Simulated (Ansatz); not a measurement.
# A series in volume per atom on AsO₃

Equation of state of a cubic crystal from periodic Kohn-Sham density functional theory without spin; pressure corrected for the finite basis. The results are calculated, by Ansatz 0.2.0 development build.

Cell of the first row (space group Pm-3m, No. 221):
```
AsO3
1.0
      3.5437     0.0000     0.0000
      0.0000     3.5437     0.0000
      0.0000     0.0000     3.5437
As O
1 3
Direct
  0.00000 0.00000 0.00000
  0.50000 0.00000 0.00000
  0.00000 0.50000 0.00000
  0.00000 0.00000 0.50000
```

Settings of every row: formula AsO3; structure type ReO3; functional PBE; spin treatment none; k mesh 30x30x30; occupation method fermi-dirac; occupation width 0.061225619 eV; wave cutoff 420 eV; datasets soft-1 PAW; density cutoff ratio 4.

Limits: a cubic model structure, not a phase known at ambient conditions.

| row | volume per atom (Å³) | energy above lowest point (meV/atom) | pressure (GPa) |
| --- | --- | --- | --- |
| 1 | 11.125 | 22.46 | 10.764 |
| 2 | 11.362 | ? | ? |
| 3 | 11.599 | 2.36 | 3.174 |
| 4 | 11.835 | 0 | 0.079 |
| 5 | 12.072 | 1.94 | -2.652 |
| 6 | 12.309 | 7.67 | -5.045 |
| 7 | 12.546 | 16.7 | -7.144 |

Question: what energy above lowest point and pressure should row 2 give?

Worked fit of energy above lowest point. Take u = (V_r/V)^(2/3) − 1 with V_r = 11.954 Å³ an atom, which is twice the finite (Eulerian) strain; such expansions in the strain, on which the Birch-Murnaghan equation of state is built, carry the rest volume and the bulk modulus. The shown rows have u = 0.04908, 0.0203, 0.00669, -0.00653, -0.01932, -0.03171. Least squares give energy above lowest point = 0.473 − 148.95 × u + 11725.3 × u² + 8911 × u³ meV/atom; a parabola predicts inner rows, each left out in turn, worse (root mean square 0.18 against 0.011 meV/atom). The rows lie off it by 0.00, 0.00, 0.00, 0.00, 0.01, 0.00. Its lowest point lies at u = 0.0063, or V = 11.84 Å³ an atom, and the curvature there gives the bulk modulus at fixed shape and fractions, B = (4/9)(1 + u)² E″(u)/V = 145 GPa. The withheld row has u = 0.03444, so the fit gives 0.473 − 148.95 × (0.03444) + 11725.3 × (0.03444)² + 8911 × (0.03444)³ = 9.61 meV/atom.

The calculation gave 9.61 meV/atom. The fit meets it to the printed digit.

Worked fit of pressure. Take u = (V_r/V)^(2/3) − 1 with V_r = 11.954 Å³ an atom, which is twice the finite (Eulerian) strain; such expansions in the strain, on which the Birch-Murnaghan equation of state is built, carry the rest volume and the bulk modulus. The shown rows have u = 0.04908, 0.0203, 0.00669, -0.00653, -0.01932, -0.03171. Least squares give pressure = −1.337 + 206.26 × u + 765.23 × u² + 1136 × u³ GPa; a parabola predicts inner rows, each left out in turn, worse (root mean square 0.023 against 0.0023 GPa). The rows lie off it by 0.000, -0.001, 0.002, 0.000, 0.000, 0.000. The pressure vanishes at u = 0.0063, or V = 11.84 Å³ an atom, and there the bulk modulus at fixed shape and fractions is B = −V dP/dV = (2/3)(1 + u) dP/du = 145 GPa. The withheld row has u = 0.03444, so the fit gives −1.337 + 206.26 × (0.03444) + 765.23 × (0.03444)² + 1136 × (0.03444)³ = 6.721 GPa.

The calculation gave 6.722 GPa. The fit lies 0.001 GPa (0.0056 % of the column's range) below it, one unit of the last digit.
